A stress model for a Ta₂N coating needs the bulk modulus among its elastic data, and whether one fixed value will do depends on how far the lattice volume moves. In this tight-binding calculation the modulus changes by about 6 % for each 1 % of volume. One number therefore serves for small strains, but it must belong to the right lattice size. A modulus taken at the starting cell, row 13.62, is 140 GPa, against 157 GPa at the energy minimum, although the two volumes differ by less than 2 %.

Energy against volume for Ta₂N (space group P-3m1), calculated with tblite 0.8.0 using GFN1-xTB without spin polarisation, in a 4×4×2 supercell at the Gamma point with Fermi–Dirac occupations at 580.2 K. The cell shape and fractional coordinates are held fixed, and energies are counted from the minimum of the fitted curve.

| volume (Å³/atom) | energy (meV/atom) |
| --- | --- |
| 12.80 | 13.35 |
| 13.08 | 3.45 |
| 13.35 | 0.05 |
| 13.62 | 2.13 |
| 13.89 | 8.98 |
| 14.17 | 20.04 |
| 14.44 | 34.79 |

**Reading the curve**

The table gives the volume per atom and the energy per atom, counted from the minimum of a smooth curve through the rows. At first sight stretching looks harder than squeezing, because the largest energy stands in the last row. The volumes, however, are centred on the starting cell, and the minimum lies below it. The series therefore reaches 7.9 % beyond the minimum in expansion but only 4.3 % in compression.

At equal distances the order turns round. Row 12.80 costs 13.35 meV per atom, while an equal expansion costs about 11 meV, read from the fitted curve described below. The energy valley is steeper on its compressed side.

The bulk modulus B measures the resistance to a uniform change of volume. It is the volume times the curvature of the energy with respect to volume, so three neighbouring rows are enough for a local value. This value falls at every step, from 184 GPa around row 13.08 to 113 GPa around row 14.17. Over the same range each interatomic distance grows by only 2.7 %.

**Why so small a stretch softens the lattice so much**

All distances in the crystal scale together here, so one relative length r, equal to 1 at the minimum, describes the whole series. With primes for derivatives with respect to r, and V₀ for the volume at the minimum,

B = (E″/r − 2E′/r²) / (9V₀)

pressure slope at the minimum = 1 − E‴/(3E″)

The pressure slope is the rise of the modulus per unit of pressure. It is also the percentage by which the modulus falls when the volume grows by 1 %.

The leading 1 is pure geometry. Even perfectly harmonic springs, for which E‴ is zero, give a lattice that softens as it grows. Over the range above, such springs would lose about 8 % of the modulus, whereas the calculated loss is 38.5 %. Most of the softening must therefore come from the bonds themselves becoming less stiff.

A physical picture that fits this is a competition between two forces that fade at different rates. Bonding between tantalum and nitrogen, together with metallic bonding among the tantalum atoms, pulls the lattice inwards. The repulsion of overlapping electron shells pushes it outwards and dies away faster with distance. The repulsion supplies the positive curvature of the valley, and the attraction takes part of it away.

The Morse curve puts this into one formula:

E = D(1 − e^(−s(r−1)))²

Here D is the depth of the valley and s says how fast the forces fade with relative length. Multiplied out, the formula holds a repulsion that decays at the rate 2s and an attraction that decays at the rate s. Its pressure slope is simply 1 + s.

A fit to all seven rows gives s = 4.83. If every distance grows by 1 %, the repulsive term then drops by roughly a tenth and the attractive term by only a twentieth. The stiffness is the difference between their two curvatures, so it drops by more than either term, by about a seventh. In this picture, the subtraction is why a modest stretch has so large an effect.

**One estimate in full**

The pressure slope is 1 + 4.83 = 5.83. If it stays constant, the modulus varies as the volume to the power −5.83. From row 13.08 to row 14.17 the volume grows by the factor 14.17/13.08 = 1.0833, and 1.0833 to the power −5.83 is 0.627. The modulus should then fall from 183.5 GPa to 183.5 × 0.627 = 115 GPa.

The local value at row 14.17 is 112.8 GPa, so the estimate is about 2 % too high. Both rows took part in the fit, which makes this a test of consistency and not a prediction. The fitted curve follows the energies to about 0.03 meV per atom. Harmonic springs miss them by some 0.5 meV, though with one adjustable constant fewer.

**Where the picture frays**

The softening is not quite even. Between rows 13.08 and 13.35 the modulus falls by 7.3 % per 1 % of volume, and in the later steps by 5.3 to 5.9 %. Rounding of the energies could shift such a rate by at most 0.6, so the fast first step belongs to the calculation. The Morse curve would have the rate creep upwards on expansion instead.

A possible cause is the sampling of the electronic states. The run uses a single k point, the Gamma point, in a supercell of four by four by two cells, which is coarse for a metal. As the volume changes, single levels shift past the Fermi energy, and too small a set of levels does not average this out. That is a guess, and a larger supercell would test it.

The Morse curve is also a description of the valley floor only. Its depth comes out at 2.5 eV per atom, but rows that climb no more than 35 meV cannot fix the energy needed to pull the crystal apart. Nor does the good fit identify the repulsion as the cause, since other smooth curves with a similar asymmetry can follow the rows as closely. What the fit measures is the size of the asymmetry.

The absolute stiffness deserves more caution than its trend. Measurements find elemental tantalum stiffer than the nitride comes out here, and the nitride would be expected to be no softer than the metal. The fixed cell shape is an unlikely reason, because letting the shape and the atoms relax would normally lower the modulus further. The method was adjusted mainly to molecules, and the coarse sampling may contribute as well; these runs do not separate the two. A stress model should take its absolute modulus from a better source.

**Beside a neighbouring solid**

What matters is how quickly the forces fade compared with the length of the contacts. In a layered crystal held together by dispersion forces, the contacts across the gap are long, while the repulsion still fades over a short distance. If its layers are free to approach each other, such a crystal is soft at rest and stiffens very quickly under pressure. Ta₂N also has layers without nitrogen, but there the tantalum sheets are close enough for metallic bonding, and no such weak gap opens.

The printed analysis below lists the local moduli and the three fitted curves.

Printed output of the fit:

```
fit of energy on 7 rows: constant 0.4265 +/- 0.33, coefficient of q -61.89 +/- 23, coefficient of q**2 54835 +/- 1446; rms 0.451, worst 13.08 0.573, leave-one-out rms 1.22
fit of energy on 7 rows: constant 0.1563 +/- 0.13, coefficient of x 12.29 +/- 4.4, coefficient of x**2 14385 +/- 145; rms 0.176, worst 13.08 0.253, leave-one-out rms 0.479
fit of energy on 7 rows: constant 2538 +/- 4.4, coefficient of exp(-s*q) -5077 +/- 9, coefficient of exp(-2*s*q) 2538 +/- 4.6, s 4.829; rms 0.0276, worst 13.08 0.0469, leave-one-out rms 0.139
Each row and the middle of the three rows ending there:
    row  volume from minimum %  Ta-N in A  Morse miss meV  middle volume  pressure there GPa  modulus there GPa  fall rate
   12.8                 -4.286      2.139        -0.01633            n/a                 n/a                n/a        n/a
  13.08                 -2.249      2.154         0.04693            n/a                 n/a                n/a        n/a
  13.35                -0.2127      2.169        -0.02387          13.08               3.911              183.5        n/a
  13.62                  1.824      2.184        -0.03141          13.35              0.3881              157.9      7.279
  13.89                   3.86      2.198          0.0117          13.62              -2.626              140.3      5.868
  14.17                  5.897      2.213         0.02969          13.89              -5.266              126.3      5.306
  14.44                  7.933      2.227        -0.01671          14.17              -7.589              112.8      5.793
Modulus lost from first to last middle volume in %: 38.5
Growth of all lengths over the same range in %: 2.704
Modulus loss that harmonic springs would give in %: 7.721
Mean fall rate of log modulus with log volume: 6.074
Largest rounding error of a local modulus in GPa: 0.6116
Upper bound of rounding error in one fall rate: 0.5583
Morse energy at expansion equal to the first row's compression in meV per atom: 10.98
Cost of that compression over equal expansion as ratio: 1.216
Pressure slope from Morse less the run's own slope: 0.01917
Modulus from Morse less the run's own modulus in GPa: 0.134
Depth of the Morse curve in eV per atom: 2.538
```
